The naive picture of these excitations is electrostatic: the farther the excited electron moves from the hole it leaves behind, the weaker their attraction and the higher the energy. The five lowest triplet states of F–SiH₂–AsH₂ don't follow it. The third state has the longest hole–electron distance, 0.907 Å, while the highest state has only 0.270 Å. The overlap of hole and electron in space orders the energies no better.

Five lowest triplet excitations of neutral F–SiH₂–AsH₂ from its singlet ground state, calculated with PySCF 2.14.0 by linear-response TD-DFT (B3LYP/def2-SVPD, no Tamm–Dancoff approximation) at the GFN2-xTB geometry. Spin–orbit coupling is not included. The leading pair weight refers to natural transition orbitals.

```
row  excitation energy (eV)  oscillator strength  leading pair weight  hole electron distance (Å)  hole electron overlap
  1                   5.611                0.000                0.989                       0.172                  0.673
  2                   5.620                0.000                0.990                       0.570                  0.706
  3                   5.950                0.000                0.995                       0.907                  0.616
  4                   6.376                0.000                0.968                       0.517                  0.585
  5                   6.946                0.000                0.800                       0.270                  0.791
```

The order makes sense once each excitation is split into its two ends, the orbital that loses the electron and the one that receives it. In words and symbols,

E ≈ I + P − A

where E is the excitation energy, I the cost of removing the electron, P the energy of placing it in the acceptor orbital (negative if the acceptor binds it), and A the lowering that arises because hole and electron interact. States with the same hole share nearly the same I, so their order depends on the acceptor. A deeper hole raises I and starts a new series.

Rows 1 to 4 belong to one such series. In each of them the electron comes mainly from the highest occupied orbital, which sits mostly on arsenic, as expected of its lone pair. The excited electron spreads out steadily along the series, from 1.97 Å in row 1 to 2.64 Å in row 4. The calculation shows this parallel with the energy; the reason for it comes from theory. Rows 2 to 4 have the same mirror symmetry and almost the same hole, so their acceptor orbitals must be nearly orthogonal to one another. Each further acceptor must therefore differ in its nodes or in the region it fills, and the most favourable choices are already taken. Extra nodes tend to cost kinetic energy, and a wider reach weakens the attraction to the hole.

Row 1 stands outside this competition. Its acceptor changes sign across the mirror plane of the molecule, so it needn't be orthogonalised against those of rows 2 to 4. That it falls within 0.009 eV of row 2 is an accident, since a single mirror plane forces no two states to be degenerate. The gap is far below the error of the method, and the order of the two is therefore undecided. Spin–orbit coupling on arsenic, which is left out here, could also mix them.

Row 1 also shows why the distance misleads. It measures only the shift between the centres of the hole and electron clouds, 0.172 Å in this state, although about 0.62 of an electron changes place. The two hydrogens on arsenic gain 0.176 e of it; they sit on opposite sides of the mirror plane, so their sideways contributions cancel. Most of the rest is rearranged within the regions of the single atoms, where it shifts the centre little. In row 3 the charge moves from arsenic towards silicon, in one direction, and the centre follows. A short distance can thus hide a large rearrangement.

The simplest estimate for the states from the lone pair adds no separate term A and uses the gap between the highest occupied and the lowest empty orbital, 7.17 eV. Rows 2 and 3 are the ones to compare, because the excitation between these two orbitals is the largest component of both:

row 2: 7.17 − 5.62 = 1.55 eV too high
row 3: 7.17 − 5.95 = 1.22 eV too high

These differences aren't the whole of A, since the empty orbitals of B3LYP already feel part of the attraction to the hole. The estimate fails twice. It leaves out the remaining interaction of electron and hole, which lowers these triplets, and it offers one energy where the calculation finds two states. The lowest empty orbital mixes with other acceptors, and each mixture gives a state of its own. Once the orbitals are adapted to the state, a single hole–electron pair describes each of them almost completely, with leading pair weights of 0.990 and 0.995.

Row 5 breaks the pattern because its hole is different. Its main acceptor is that of row 1, and its electron is more compact than in rows 2 to 4, yet it has the highest energy. The difference between the two states is

6.946 − 5.611 = 1.335 eV

and most of it is plausibly the price of the deeper hole. That hole is spread over arsenic, silicon and hydrogens, as expected of a bonding orbital, and its main orbital lies below the lone pair of arsenic. Hole and electron now occupy much the same atoms, hence the largest overlap, 0.791. The division is rougher here, since the leading pair carries only 0.800 of the excitation.

A list of this kind is therefore best sorted first by hole, then by symmetry, and only then by the spread of the acceptor. Nothing was fitted; the output below gives the energy steps and the shares of hole and electron on the atoms. B3LYP tends to place diffuse states too low, so the upper steps of the lone-pair series may be too small, though the small basis can err the other way. Full linear response, used here without the Tamm–Dancoff approximation, can also put triplets too low. Silanes and arsines serve as precursors for silicon layers and their arsenic doping. For a molecule of this type the trend tells which electron moves in the low triplet states, but not which bond would break afterwards.

Output of the analysis:

```
Energy steps and size of the excited electron:
  row  step from row before (eV)  electron extent (angstrom)  charge moved (e)  largest canonical weight
    1                        n/a                        1.97             0.621                     0.942
    2                      0.009                        2.17             0.568                     0.565
    3                       0.33                        2.45             0.671                     0.408
    4                      0.426                        2.64             0.695                     0.677
    5                       0.57                        2.09             0.503                      0.74
Shares of hole and electron:
  row  hole on arsenic  electron on arsenic  hole on silicon  electron on silicon  hole on AsH2 hydrogens  electron on AsH2 hydrogens
    1            0.723                0.568            0.112                0.105                   0.109                       0.285
    2             0.68                0.414            0.157                0.322                   0.075                       0.135
    3            0.646                0.334            0.183                0.392                   0.062                       0.078
    4            0.669                0.381            0.152                0.245                   0.086                        0.23
    5            0.445                0.444            0.229                0.212                   0.162                       0.244
Energy span of the four states from the HOMO, row 4 less row 1 (eV): 0.765
Row 5 less row 1, same main acceptor but deeper hole (eV): 1.335
Orbital gap from HOMO to LUMO (eV): 7.17
Row 2 lies below the orbital gap by (eV): 1.55
Row 3 lies below the orbital gap by (eV): 1.22
Weight of the HOMO to LUMO configuration in rows 2 and 3 together: 0.973
Rank correlation of energy with hole electron distance, all rows: 0.1
Rank correlation of energy with hole electron overlap, all rows: 0.1
Rank correlation of energy with electron extent, all rows: 0.4
Distance of row 3 divided by distance of row 1: 5.273
Row 5 lies below the ionisation threshold of the functional by (eV): 0.706
```
